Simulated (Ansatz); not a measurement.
# Ligand exchange: GaH2F + GeH(GeH3)F2 → GaH3 + Ge(GeH3)F3

Species: GaH2F `[F][GaH2]`, singlet; GeH(GeH3)F2, singlet; GaH3 `[GaH3]`, singlet; Ge(GeH3)F3, singlet. The partners trade F for H: Ga–F and Ge–H bonds give way to Ga–H and Ge–F.

Shapes, held fixed at every level: PBE0-D4/def2-TZVP. Programs: Ansatz 0.2.0. The zero-point and thermal change to 298 K, harmonic and unscaled (PBE0-D4/def2-TZVP), is -2.7 kJ/mol.

```json
{"level": "HF/def2-SVP", "kind": "Hartree–Fock", "ΔH(298 K) (kJ/mol)": "+27.1", "less CCSD(T)/def2-TZVPP": "+7.2"}
{"level": "B3LYP-D4/def2-TZVPP", "kind": "global hybrid", "ΔH(298 K) (kJ/mol)": "+22.9", "less CCSD(T)/def2-TZVPP": "+3.0"}
{"level": "BHLYP-D4/def2-TZVPP", "kind": "global hybrid", "ΔH(298 K) (kJ/mol)": "+20.7", "less CCSD(T)/def2-TZVPP": "+0.8"}
{"level": "r2SCAN0-D4/def2-TZVPP", "kind": "global hybrid", "ΔH(298 K) (kJ/mol)": "+20.1", "less CCSD(T)/def2-TZVPP": "+0.2"}
{"level": "MP2/def2-TZVPP", "kind": "perturbation theory", "ΔH(298 K) (kJ/mol)": "+21.4", "less CCSD(T)/def2-TZVPP": "+1.5"}
{"level": "CCSD(T)/def2-SVP", "kind": "coupled cluster or CI", "ΔH(298 K) (kJ/mol)": "+25.7", "less CCSD(T)/def2-TZVPP": "+5.8"}
{"level": "CCSD/def2-TZVPP", "kind": "coupled cluster or CI", "ΔH(298 K) (kJ/mol)": "+19.8", "less CCSD(T)/def2-TZVPP": "-0.1"}
{"level": "CCSD(T)/def2-TZVPP", "kind": "coupled cluster or CI", "ΔH(298 K) (kJ/mol)": "+19.9", "less CCSD(T)/def2-TZVPP": "0.0"}
```

The highest level, CCSD(T)/def2-TZVPP, gives ΔH(298 K) = +19.9 kJ/mol; the levels span +19.8 to +27.1. The column of differences is taken from that level and isn't an error. No measured value is set beside it here. Relativity is left out for Ga, Ge unless named. Correlated rows may include outer-core shells of Ga, Ge, which these sets cover unevenly.

The exchange is endothermic at every level, so in these molecules fluorine, relative to hydrogen, favours gallium over germanium. Gallium is the more electropositive of the two, which makes its bond to fluorine more polar, and its formally empty 4p orbital in the planar three-coordinate monomer can accept fluorine lone-pair density. Both advantages are lost in GaH3. Gathering a third fluorine on germanium probably recovers part of the cost, through the mutual strengthening of geminal Ge–F bonds, but not enough to reverse the sign.

The two largest values, +27.1 and +25.7 kJ/mol, both come from the double-zeta basis. Hartree–Fock therefore owes most of its offset to the basis rather than to missing correlation, and the perturbative triples hardly matter. This suggests that the small set describes the polar fluorine bonds unevenly on the two sides.

The preference applies to isolated monomers; association through hydrogen or fluorine bridges, well known for gallium hydrides and fluorides, could shift the balance in condensed phases.
